The gap falls from about 4 eV in diamond to under 1 eV in silicon and a few tenths of an eV in germanium, and the two steps have different causes. From diamond to silicon the bonds get longer and the splitting between bonding and antibonding p levels falls by about half, much as a simple rule for hopping expects. From silicon to germanium that splitting stays put, while a single antibonding s level drops by about 3.5 eV and becomes the computed conduction edge (in real germanium another valley lies slightly lower). The other two rows, hexagonal carbon and phosphorus, have to be read separately.

Kohn-Sham band gaps of elemental crystals, searched over the whole Brillouin zone at structures relaxed at the same level. Ansatz 0.2.0, r2SCAN with plane-wave PAW, scalar-relativistic without spin-orbit coupling, no spin polarisation, 500 eV cutoff, Gaussian smearing of 0.02 eV (0.01 eV for P).

```tsv
formula	structure	k mesh	band gap (eV)	gap kind	measured gap (eV)	range of the values found	method and sample	source	band gap, less measured (eV)
C	P6_3/mmc	12×12×6	3.596	indirect	0.04	one value	four-contact resistance vs temperature, not stated, bulk crystal	arXiv:1106.0437 (2011)	3.56
P	Cmce	12×12×8	0.251	direct	0.33	0.28 to 0.33	FTIR spectroscopy, direct, bulk crystal	pmc:9106664 (2022)	-0.08
Ge	Fd-3m	12×12×12	0.355	direct	0.89	0.8 to 0.89	optical absorption, direct, bulk crystal	arXiv:cond-mat/0503738 (2005)	-0.54
Si	Fd-3m	10×10×10	0.770	indirect	1.1	1.096 to 1.12	photoluminescence, indirect, bulk crystal	pmc:7283240 (2020)	-0.33
C	Fd-3m	12×12×12	4.361	indirect	5.5	5.47 to 5.5	optical absorption spectroscopy, not stated, bulk crystal	arXiv:2306.06972 (2023)	-1.14
```

**Two limits of a bond**

In the diamond structure each atom has four equal neighbours. At the centre of the Brillouin zone the p orbitals of the two atoms in the cell combine into a bonding set at E_p − V_p and an antibonding set at E_p + V_p. Here E_p is the atomic p energy and V_p is the hopping summed over the neighbours. The s orbitals likewise give an antibonding level at E_s + V_s. The top of the filled bands is the bonding p set, so two distances matter:

- to the antibonding p set: 2V_p
- to the antibonding s level: V_s + V_p − (E_p − E_s)

For short bonds hopping dominates, and both distances are large; the antibonding s level then lies above both p sets, because s hopping is the stronger. For very long bonds hopping fades: the first distance shrinks to zero, while the second turns negative, because an atomic s level lies below the p level. Somewhere between these limits the antibonding s level must therefore come down through the p levels. What counts is the hopping measured against E_p − E_s. This ratio is expected to be large in diamond and smaller in germanium, whose bond is hardly longer than silicon's but whose atomic s level lies further below the p level.

**From diamond to silicon: the longer bond**

Hopping is of the order of the kinetic energy of an electron confined to a bond length d, so it should vary as 1/d². Only this trend is used here: standard nearest-neighbour hopping constants are expected to give a splitting roughly twice the computed one, so V_p is best read as an effective quantity. The p splitting in diamond is 5.90 eV and the bond grows from 1.54 to 2.36 Å. The estimate for silicon is then 5.90 × (1.54/2.36)² ≈ 2.5 eV.

The calculation gives 2.74 eV for silicon, so the estimate is 8 % too low. Only diamond set the scale; silicon and germanium did not enter it, and for germanium the miss grows to 15 %. The longer bond can thus account for the fall in the p splitting from diamond to silicon, although the atom changes along with the bond and these runs cannot separate the two. The rule is a rough scale and no law: from silicon to germanium it asks for a further fall of 8 %, while the computed splitting hardly moves.

The gap itself does not obey this rule. Scaled in the same way from diamond, it would be 1.9 eV in silicon, more than twice the 0.77 eV of the table. In both crystals the lowest empty state sits not at the zone centre but in a valley on the way to the zone-boundary point X, which makes the gap indirect. The rule fails because the depth of that valley does not shrink along with the p splitting.

The gap is the p splitting less the descent into that valley. In diamond the descent takes 1.5 eV out of nearly 6, and most of the splitting survives as a gap. In silicon it takes 2.0 eV out of 2.7, and little is left. Why the valley is no shallower in silicon, although hopping is weaker, is not settled by these runs. A plausible cause is that silicon has empty 3d states within reach, which mix into the valley and push it down, whereas carbon has none nearby.

**From silicon to germanium: the sinking s level**

The germanium bond is only 4 % longer than that of silicon, and the p splitting changes by less than 1 %. With a valley as deep as in silicon, the gap would then be close to silicon's too. But the antibonding s level, 3.9 eV above the filled bands in silicon, lies only 0.35 eV above them in germanium. It is now the lowest empty state, and the gap becomes direct. The levels are named here by their degeneracy, one single and one threefold, in the order known for these crystals; the orbital weights themselves were not computed. In germanium the masses back the label: the electron mass is nearly the same in all directions, 0.0198 along a cube axis, and mirrors the light-hole mass of 0.0197, as expected for an s-like state coupled to the p-like top across a small gap.

The formula for the s level shows why it can move so far: it is a difference between large quantities. Since V_p hardly changes, the simple model puts the drop down to weaker s hopping and to a wider separation E_p − E_s. The separation does widen in germanium, because its filled 3d shell screens the nucleus poorly and relativity binds s electrons more tightly. In the free atoms this amounts to roughly 1 eV, a recalled value, so it gives the direction of the drop but not its full size. The runs do not divide up the rest.

**Hexagonal carbon: nearly the same bonds, other stacking**

The row of carbon in P6₃/mmc carries an error of +3.56 eV, which should be discarded. The computed cell holds hexagonal diamond, known as lonsdaleite, whereas the measured 0.04 eV fits graphite, whose cell is far taller. The computed gap stands, but it has no valid measured partner here.

This row is a useful control for the bond-length argument. The volume per atom agrees with that of cubic diamond to within 0.3 %, so bond length alone would leave the gap nearly as it was. Yet the gap is 0.77 eV smaller. Stacking must be responsible: it changes how more distant neighbours line up, and it lowers the symmetry, so that two bands instead of three meet at the top of the filled states. The lowest empty state moves too, from the valley towards X to the point K, a corner of the hexagonal zone. Judged by the band edges of the two runs, roughly a third of the change comes from a higher filled edge and two thirds from a lower empty edge. This assumes that both crystals share one zero of energy, which is plausible at nearly equal density but not proven.

**Phosphorus: a gap set between layers**

Black phosphorus does not continue the series. Each atom has three neighbours and a lone pair, and the crystal consists of layers. Its direct gap of 0.25 eV lies at the zone boundary and depends on how strongly neighbouring layers interact. In the limit of an isolated layer the gap is known to be much wider; bringing layers together broadens the bands and narrows it.

The computed layers are 5.5 Å apart, against roughly 5.2 Å in the real crystal, a recalled value. Such an excess is expected from a functional without long-range dispersion, and it should open the gap. The cell is also long in the puckered direction within the layer, 4.558 Å against roughly 4.4 Å (recalled), which is expected to work the same way. The functional's usual tendency is to make gaps too small. The modest error of −0.08 eV is therefore probably a balance of opposing faults and no sign of accuracy.

**What the errors mean**

In the three diamond-structure crystals the computed gap is too small by 0.3 eV in silicon, 0.5 eV in germanium and 1.1 eV in diamond. Relative to the measured values this is 30, 61 and 21 %. Neither a constant shift nor a constant factor would repair all three. The rows are also a selection from which some poor matches to measurement were left out, so these errors do not show how the functional fares on elements in general. The main cause is well known: a semilocal functional misses most of the jump in potential that an added electron feels in a real insulator.

Effects outside the calculation do not excuse these errors; they make them worse. Zero-point motion narrows the real gap of diamond by roughly 0.35 eV (recalled), so a fair comparison for fixed nuclei gives a shortfall near 1.5 eV. In germanium, spin-orbit coupling would raise the top of the filled bands and cut the computed gap by about a further 0.1 eV. The silicon reference comes from light emission at 78 K, which lies a little below the true gap, so its error too is slightly understated.

Germanium also fails in kind. The measured 0.89 eV is its direct gap, but the real crystal is indirect, with its lowest valley at the zone-boundary point L and a gap of roughly 0.74 eV (recalled). The mesh includes L, and the calculation still finds the zone centre lower. The runs themselves carry no warnings. From tests on other systems, though, the makers of the data caution that for crystals such as germanium, silicon and phosphorus a band crossing between sampled points may be missed. That could only make a gap smaller, and it would not restore the valley at L.

The size of this failure can be bounded. The computed valley at L lies no lower than the computed gap, so it is too low by at most 0.4 eV, while the s level at the zone centre is too low by 0.5 eV. The calculation thus errs more for the s level than for the valley at L, and where two valleys lie this close, that is enough to swap them. Part of this may come from the geometry: the relaxed cell is larger than the real one, by roughly 1 % in volume against a recalled value, and expansion is expected to lower the s level at the zone centre faster than the valley at L. These runs do not separate that from the error of the functional at fixed cell.

The level positions, the scaling and its misses are in the printed output below.

The analysis program printed:

```
bond length in diamond (A): 1.541
bond length in Si (A): 2.358
bond length in Ge (A): 2.457
p bonding to p antibonding splitting at the zone centre, diamond (eV): 5.896
p bonding to p antibonding splitting at the zone centre, Si (eV): 2.74
p bonding to p antibonding splitting at the zone centre, Ge (eV): 2.723
p splitting of Si scaled from diamond by inverse square of bond length (eV): 2.52
p splitting of Ge scaled from diamond by inverse square of bond length (eV): 2.319
miss of the scaled p splitting, Si (percent): -8.029
miss of the scaled p splitting, Ge (percent): -14.82
rival, whole gap of Si scaled the same way (eV): 1.864
rival, whole gap of Ge scaled the same way (eV): 1.716
descent of the conduction band from zone centre to its minimum, diamond (eV): 1.535
descent of the conduction band from zone centre to its minimum, Si (eV): 1.97
antibonding s level above the valence top at the zone centre, Si (eV): 3.887
fall of that s level from Si to Ge (eV): 3.532
antibonding s level below the antibonding p levels, Ge (eV): 2.368
gap of hexagonal less cubic carbon (eV): -0.765
smallest same-k gap on the mesh, hexagonal less cubic carbon (eV): -0.6549
error of the gap, Si (percent of measured): -30
error of the direct gap, Ge (percent of measured): -60.67
error of the gap, diamond (percent of measured): -20.73
error of the gap, P (percent of measured): -24.24
computed Ge gap less rough recalled indirect gap (eV): -0.385
diamond error with rough recalled zero-point lowering taken out (eV): -1.49
distance from layer to layer in computed P (A): 5.511
```
